Question: what fixes the speed and the width of a finger-shaped electromigration void?

A long slit-like void of width u creeps along a metal line of width w. I have seen its speed tied to its width by v u = 2 Ds δ |Z*| e E0 w/((w − u) kT), and its width put at about (γΩ/(|Z*| e E))^(1/2). Where do these come from, what number multiplies the square root, and does any of it apply to a 0.2 µm Cu line at 300 °C?

Answer

The speed relation is exact within a simple model, since it needs only conservation of atoms and of current. The square root is the only length in the equation for the tip, and it sets the width of a finger much narrower than the line. Its prefactor is about 5 and depends on an approximation for the field. In a 0.2 µm line at a usual test current such a finger does not fit.

1. Premises and conventions

(a) The line lies along x and occupies |y| < w/2. The void cuts the whole film thickness, so the problem is two-dimensional. It is symmetric about y = 0, has its tip at the +x end and tends to the width u far behind the tip. Two ligaments of metal, each of width b = (w − u)/2, run beside it.
(b) The metal has a uniform resistivity ρ and temperature T. The void and the surroundings of the line are insulating.
(c) Atoms move only along the void surface. The flux J (atoms per unit time per unit length of film thickness) is J = (δ/Ω)(Ds/kT) f, with f the tangential force per atom, Ω the atomic volume and δ/Ω the areal density assigned to the mobile layer. Only the product Ds δ matters. Define M = Ds δ/kT, so that ΩJ = M f.
(d) The current exerts the force Z* e E on a surface atom, E being the local macroscopic field, e > 0 and Z* < 0 (electron wind). Write q = |Z*| e.
(e) The surface energy γ and Ds are isotropic, and elastic energy is ignored.
(f) The shape translates at constant velocity v along +x.

On the upper half of the outline, s is the arc length from the tip, y(s) the half-width and φ the angle between +x and the normal that points from the void into the metal. Then φ = 0 at the tip, φ = π/2 on the straight wall, dy/ds = cos φ, and the curvature κ = dφ/ds is positive where the void is convex.

For the tip to advance, atoms must leave it and run back along the walls, towards −x. They follow the electrons, so the electrons flow along −x, the field points along +x, and the void moves towards the cathode.

2. Current conservation

The void moves far too slowly to affect the electrical problem, so E = −∇V with ∇²V = 0 in the metal and zero normal derivative of V on every boundary. Far ahead of the tip the field is uniform, E0, over the width w. Far behind it the field is uniform, E1, over the width w − u. The same current crosses both sections and ρ is the same, so E1 (w − u) = E0 w:

E1 = E0 w/(w − u).   (1)

The wind force is Z* e E = +q∇V, and its component along increasing s is q Et with Et = dV/ds. Et vanishes at the tip by symmetry and tends to E1 on the walls.

3. Atom conservation and the speed

A surface element ds that loses dJ more atoms than it gains recedes into the metal at the normal speed vn = Ω dJ/ds. For a shape in rigid translation vn = v cos φ = v dy/ds. Symmetry gives J = 0 at the tip, where y = 0, so integration yields

Ω J(s) = v y(s).   (2)

In words, all the metal swept away between the axis and the height y passes through the point s. Far behind the tip y = u/2, the wall is flat, and the wind is the only force, so ΩJ = M q E1. With (1),

v u = 2 M q E1 = 2 Ds δ |Z*| e E0 w/((w − u) kT).   (3)

The factor 2 counts the two walls. Three remarks follow.

The tip shape and γ do not enter (3), and with anisotropic diffusion it still holds if Ds δ and Z* are those of the wall orientation.

A path spread evenly over the plan of the line, such as the interface to a cap layer, adds nothing to (3) as long as its flux is proportional to E. That flux is divergence-free and tangent to the void edge, just as the current is, and it carries the same total ahead of the tip (w E0) as behind it ((w − u) E1).

At fixed E0 the speed varies as 1/(u(w − u)), which has its minimum, v = 8 M q E0/w, at u = w/2. Equation (3) is one relation between two unknowns. The width must come from the tip.

4. The tip equation

Take a cylindrical hole of radius R and height h, and plate dN atoms on its wall. The volume balance is Ω dN = −2πR h dR and the surface energy changes by 2πγ h dR = −(γΩ/R) dN. The chemical potential at the void surface is therefore μ = μ0 − γΩκ. It is lowest where the void is most sharply curved, so capillarity draws atoms towards the tip and opposes the wind. The force is f = −dμ/ds + q Et, and (2) becomes

v y = M [q Et + γΩ dκ/ds].   (4)

A circular void of radius R in an unbounded sheet tests the signs. There V = −E0 (r + R²/r) cos φ has no normal derivative at r = R and gives Et = 2E0 sin φ. With y = R sin φ and constant κ, (4) holds at every point if v = 2MqE0/R.

For the finger, eliminate v with (3) and divide by M q E1:

ℓ1² dκ/ds = 2y/u − Et/E1,   ℓ1 = (γΩ/(q E1))^(1/2).   (5)

The mobility has dropped out, so Ds δ and T set the speed and have no direct say in the shape. The ratio Et/E1 is fixed by the geometry through Laplace's equation. The problem contains the lengths u, w and ℓ1 alone. Integrating (5) from the tip (κ = κ0) to the flat wall (κ = 0) gives

∫ (Et/E1 − 2y/u) ds = ℓ1² κ0.   (6)

With a tip region of size u, an integrand of order one and κ0 of order 1/u, the left side is of order u and the right of order ℓ1²/u, which suggests u ~ ℓ1. More firmly, for u ≪ w the length w leaves the problem and u/ℓ1 is the only parameter. If steady fingers exist only for a particular value of it, then u = C ℓ1 with C a pure number. Whether the value is particular is decided by how the wall approaches its final position.

5. Is the width selected? Modes of the wall

Far behind the tip let y = u/2 + η with η ∝ exp(−λs) small. Measure Y from the line edge into the ligament, whose width is H = b − η. The potential V = E1 s + A exp(−λs) cos(λY) is harmonic and carries no current through the edge. On the void wall, zero normal current means ∂V/∂Y = (dH/ds) ∂V/∂s, which to first order reads −Aλ sin(λb) exp(−λs) = λη E1. The tangential field then changes by δEt = −λA exp(−λs) cos(λb) = E1 η λ cot(λb). Since κ = −d²η/ds², dκ/ds = λ³η, and (5) gives

ℓ1² λ³ = 2/u − λ cot(λb).   (7)

When |λ|b ≪ 1, λ cot(λb) → 1/b and

ℓ1² λ³ = 2/u − 2/(w − u).   (8)

For u < w/2 the right side is positive. One root is real and positive (decaying) and two have negative real part (growing). For u > w/2 the signs reverse: two roots decay with oscillation and one grows. In this long-wave form Et depends on y alone and (5) is a third-order system for (y, φ, κ), started at y = 0, φ = 0 with κ0 free. Each growing mode must have zero amplitude. Two such conditions use up κ0 and one more parameter, so for u < w/2 the width is restricted to isolated values. One condition uses up κ0 alone, so for u > w/2 the width is left free.

Equation (7) has further roots, one for each multiple of π/b, which belong to the relaxation of the potential. A root can change from growing to decaying only by crossing the imaginary axis. For λ = iK with K real, (7) reads −iℓ1²K³ = 2/u − K coth(Kb). The imaginary part forces K = 0 and the real part then forces u = w/2. The count therefore changes only at u = w/2, the width of least speed. This is a counting argument and proves no existence.

6. The prefactor for a narrow finger, with a local field

For u ≪ w take the simplest closure, the unperturbed field projected on the tangent:

Et = E1 sin φ.   (9)

It has the correct values at the tip and on the wall; its accuracy in between is examined in section 7. Measure lengths in ℓ1, and set a = u/(2ℓ1), ψ = π/2 − φ and p(ψ) = κ. Then dψ/ds = −p, and with primes for d/dψ, (5) and dy/ds = cos φ become

p p′ = cos ψ − y/a,   p y′ = −sin ψ.

Differentiate the first, insert the second, and multiply by p:

p (p p′)′ = sin ψ (1/a − p).   (10)

At the wall (ψ = 0) p = 0 and y = a. At the tip (ψ = π/2) y = 0, which by the first equation means p′(π/2) = 0.

Near the wall put p = kψ. The leading order of (10) gives k³ = 1/a, the decaying root of (8) for w → ∞. This solution has no free constant. Write g = p²/2, so that g″ = sin ψ (1/(a p) − 1); a perturbation obeys δg″ = −δg/ψ² near ψ = 0, and δg ∝ ψ^r gives r² − r + 1 = 0. Both roots have real part 1/2, so δg overwhelms g ∝ ψ² as ψ → 0. These are the two growing modes, and they are excluded. For each a there is thus one solution leaving the wall, and the tip condition is an equation for a.

Expand p = Σ pn ψⁿ with p1 = k. At order ψⁿ the new coefficient appears as k²(n² + n + 1) pn and everything else is known. At order ψ², 7k² p2 = −k. At order ψ³, 13k² p3 + 12k p2² = −k³/6 − p2. Continuing,

p2 = −1/(7k)
p3 = −k/78 − 5/(637k³)
p4 = 10/(1911k) − 11/(13377k⁵)
p5 = 79k/628680 + 235/(513422k³) − 566/(5390931k⁷).

Carried by the same rule to ψ⁸, the series gives p′(π/2) = −0.14, 0.007 and 0.13 at k = 0.70, 0.75 and 0.80. The zero lies at k = 0.747, so a = 1/k³ = 2.40 and

u = C ℓ1,   C = 2/k³ = 4.79.   (11)

Stopping at ψ⁵ gives 4.81, so the series has converged to the level that matters. The integral ∫ sin ψ/p dψ from 0 to π/2, which by p y′ = −sin ψ is the half-width, returns 2.40 as it should. The tip curvature is κ0 = p(π/2) = 0.62 in units of 1/ℓ1, a tip radius of 0.34 u, so the nose is sharper than a semicircle. This is the convex solution (p > 0 throughout); shapes with undulating walls were not sought. In terms of the usual dimensionless group, q E1 u²/(γΩ) = C² = 23.

For u ≪ w, E1 ≈ E0, and (3) with (11) gives

v = (2/C) M (qE0)^(3/2)/(γΩ)^(1/2),   2/C = 0.42.   (12)

The selected finger narrows as j^(−1/2) and speeds up as j^(3/2), with j = E0/ρ the current density. These powers follow from section 4 and the counting of section 5, and do not rest on (9).

7. How good is the local field?

An insulating finger pushes the current aside and raises the field on its shoulders. An exactly solvable blunt body shows the size of the effect. Let z be a complex coordinate with its real axis pointing backwards along the finger, and take the complex potential E1 [z + (α/π) ln z]. Its dividing streamline, the Rankine half-body, is y = αβ/π, with β the polar angle measured from the nose direction, and has the final half-width α. On it |z| = αβ/(π sin β), and the derivative 1 + α/(πz) has the axial component gx = 1 − sin β cos β/β and the squared modulus

(Et/E1)² = 1 − sin(2β)/β + sin²β/β².

The field is tangent to the body, so sin φ = gx E1/Et, and the ratio of the true field to (9) is (Et/E1)²/gx. It equals 3/2 at the nose (β²/(2β²/3) for small β), 1 + 4/π² = 1.41 at β = π/2, and 1 far behind. The largest Et is 1.26 E1. This body is not the steady finger, but it shows that (9) underestimates the driving field around the nose by as much as a third. The neglected part is of the same order as the terms kept in (5), and no small parameter controls it. C should be read as a number near 5, uncertain by tens of per cent.

Keeping (1) in (11), with ℓ0 = (γΩ/(qE0))^(1/2) and ℓ1² = ℓ0²(1 − u/w), gives u²/(1 − u/w) = C²ℓ0². Stretched to u = w/2, beyond where C was derived, it says that a selected finger needs roughly

w > √2 C ℓ0 ≈ 6.8 ℓ0.   (13)

8. Range of validity

Equation (3) needs a steady tip, straight walls over a length well above the decay length 1/Re λ, a uniform resistivity and negligible transport along the sidewall liner. A conducting liner or cap shunts current and lowers E1 below (1) as the ligaments thin. For a finite void the atoms are redeposited at the rear end, so (3) describes translation and says nothing of void growth.

Equations (11) and (12) need in addition u ≪ w, and isotropy. With anisotropy, γ is replaced by the stiffness γ + d²γ/dφ² and M depends on φ; C changes, and facets fall outside the theory. Low-index Cu faces are typically faceted at this temperature. Slits that run across the line, and voids that do not cut the full thickness, are different problems.

Elastic energy adds ΩW to μ, W being the strain energy density at the traction-free surface, and a temperature gradient adds a thermal force. Both are sized below.

9. Numbers: 0.2 µm Cu line at 573.15 K

Inputs. Width w = 200 nm, kT = 0.04939 eV. A typical lattice parameter of 0.3615 nm at 293 K, with the compiled linear expansion 16.5 × 10⁻⁶ K⁻¹ (Kaye and Laby Online) applied over 280 K, becomes 0.3632 nm, and Ω = (0.3632 nm)³/4 = 0.0120 nm³. Typical or illustrative values are taken for the rest: γ = 10 eV/nm² (1.6 J/m²), ρ = 4.0 µΩ cm, a test current j = 2 × 10⁶ A/cm², |Z*| = 3, and Ds = D0 exp(−Q/kT) with D0 = 10¹³ nm²/s, Q = 0.9 eV, δ = 0.25 nm.

Width scale. E0 = ρj = 8.0 × 10⁻⁷ V/nm, qE0 = 2.4 × 10⁻⁶ eV/nm and γΩ = 0.120 eV nm. Hence ℓ0² = 5.0 × 10⁴ nm² and ℓ0 = 224 nm. The capillary length exceeds the line width, and the narrow finger of (11) would be Cℓ0 = 1.1 µm wide. By (13) a selected finger at this current needs a line wider than about 1.5 µm. In the 200 nm line it needs ℓ0 below about 30 nm, a current 57 times larger, 1.1 × 10⁸ A/cm², where the isothermal premise is lost. An order-one change in C or |Z*| does not close that gap. The model's verdict is that capillarity dominates in this line and the square root is a scale to compare w with, not a width that will be seen. As typical knowledge, voids in narrow damascene Cu lines are compact or spread along the cap interface, which goes the same way.

Speed. Q/kT = 18.22, Ds = 1.22 × 10⁵ nm²/s, Ds δ = 3.05 × 10⁴ nm³/s and M q E0 = 1.48 nm²/s. If an elongated void is present, its front obeys (3) while it stays steady, which by section 5 is not excluded for u > w/2, though its existence has not been shown here. The least speed, at u = 100 nm, is 0.059 nm/s, or 0.21 µm per hour. At u = 150 nm, v = 0.079 nm/s. There b = 25 nm and ℓ1² = 1.25 × 10⁴ nm², so (8) gives |λ|b = 0.32 and a decay length 2/|λ| of 0.16 µm, which the void must exceed several times. A 25 nm ligament is close to the electron mean free path, roughly 20 nm at this temperature, so uniform ρ is already marginal.

Neglected forces. At u = 100 nm the wind does the work qE1u = 0.48 meV over the tip region. The compiled room-temperature constants C11 = 168.3 GPa and C12 = 121.2 GPa (Blaschke) give the ⟨100⟩ Young modulus Y100 = (C11 − C12)(C11 + 2C12)/(C11 + C12) = 66.8 GPa. A surface stress of 100 MPa gives ΩW = Ωσ²/(2Y100) = 5.6 µeV, which is negligible. An assumed remote stress of 300 MPa concentrated threefold gives 81 times that, 0.45 meV, equal in size to the wind term, so premise (e) fails for the tip shape in a strongly stressed line. With an assumed heat of transport |Q*| = 0.2 eV, the thermal force |Q*| |∇T|/T equals qE0 at a gradient of 6.9 K/µm, which self-heating in thin ligaments can approach.

The speeds are the model's and rest on the assumed Ds δ: a shift of 0.1 eV in Q changes them by a factor 7.6. As typical knowledge, capped Cu lines under such a test lose metal at the cathode end at roughly 1 to 10 nm per hour, limited by the slower cap interface. The model's 0.21 µm per hour lies one to two orders of magnitude above that, because it describes transport over a clean void surface, and it should not be used as a rate of void growth.